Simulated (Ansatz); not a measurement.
## Zn: pressure and energy change per atom against volume scale

Results calculated with Ansatz 0.2.0, not measured. Plane-wave DFT, scalar-relativistic PAW made under PBE with cores redone for the functional, no dispersion; the given relaxed cell is scaled uniformly, energy at zero smearing counts from the unscaled cell, pressure at the given Fermi-Dirac smearing is positive in compression.

The cell before it is scaled or strained (space group Fd-3m, No. 227):
```
cell vectors (Å)
   0.0000     2.8434     2.8434
   2.8434     0.0000     2.8434
   2.8434     2.8434     0.0000
atoms (fractions of the cell vectors)
Zn  0.12500  0.12500  0.12500
Zn  0.87500  0.87500  0.87500
```

Settings of every row: spin polarised no; functional r2SCAN; wave cutoff 500 eV; smearing width 0.1 eV; k mesh 11x11x11.

Atom starting moment: 0 on all atoms.

Limits: the cell comes from a prototype or a list of computed structures and needn't be the stable phase.

```
row  volume scale  V (Å³/atom)  pressure (GPa)  energy change per atom (meV)
  1          0.88        20.23            6.12                         44.89
  2          0.92        21.15            3.55                         17.73
  3          0.96       22.069               ?                             ?
  4          1.04       23.908            -1.2                             4
  5          1.08       24.828           -2.14                         14.08
  6          1.12       25.747           -2.88                         28.97
```

Question: what pressure and energy change per atom should row 3 give?

Worked fit of pressure. Take u = (V_r/V)^(2/3) − 1 with V_r = 23.908 Å³ an atom, which is twice the finite (Eulerian) strain; such expansions in the strain, on which the Birch-Murnaghan equation of state is built, carry the rest volume and the bulk modulus. The shown rows have u = 0.1178, 0.08515, 0, -0.02486, -0.0482. Least squares give pressure = −1.221 + 42.086 × u + 169.84 × u² GPa; a straight line predicts inner rows, each left out in turn, worse (root mean square 0.49 against 0.061 GPa). The rows lie off it by 0.03, -0.04, 0.02, 0.02, -0.03. The pressure vanishes at u = 0.0262, or V = 23 Å³ an atom, and there the bulk modulus at fixed shape and fractions is B = −V dP/dV = (2/3)(1 + u) dP/du = 34.9 GPa. The withheld row has u = 0.05481, so the fit gives −1.221 + 42.086 × (0.05481) + 169.84 × (0.05481)² = 1.60 GPa.

The calculation gave 1.55 GPa. The fit lies 0.05 GPa (3.2 % of the value, 0.56 % of the column's range) above it; its largest miss of a shown row is 0.04 GPa.

Worked fit of energy change per atom. Take u = (V_r/V)^(2/3) − 1 with V_r = 23.908 Å³ an atom, which is twice the finite (Eulerian) strain; such expansions in the strain, on which the Birch-Murnaghan equation of state is built, carry the rest volume and the bulk modulus. The shown rows have u = 0.1178, 0.08515, 0, -0.02486, -0.0482. Least squares give energy change per atom = 3.629 − 277.69 × u + 5301.17 × u² meV; a straight line predicts inner rows, each left out in turn, worse (root mean square 15 against 0.96 meV). The rows lie off it by 0.41, -0.69, 0.37, 0.27, -0.36 (root mean square 0.44 meV). The withheld row has u = 0.05481, so the fit gives 3.629 − 277.69 × (0.05481) + 5301.17 × (0.05481)² = 4.33 meV.

The calculation gave 3.78 meV. The fit lies 0.55 meV (15 % of the value, 1.3 % of the column's range) above it; its largest miss of a shown row is 0.69 meV.
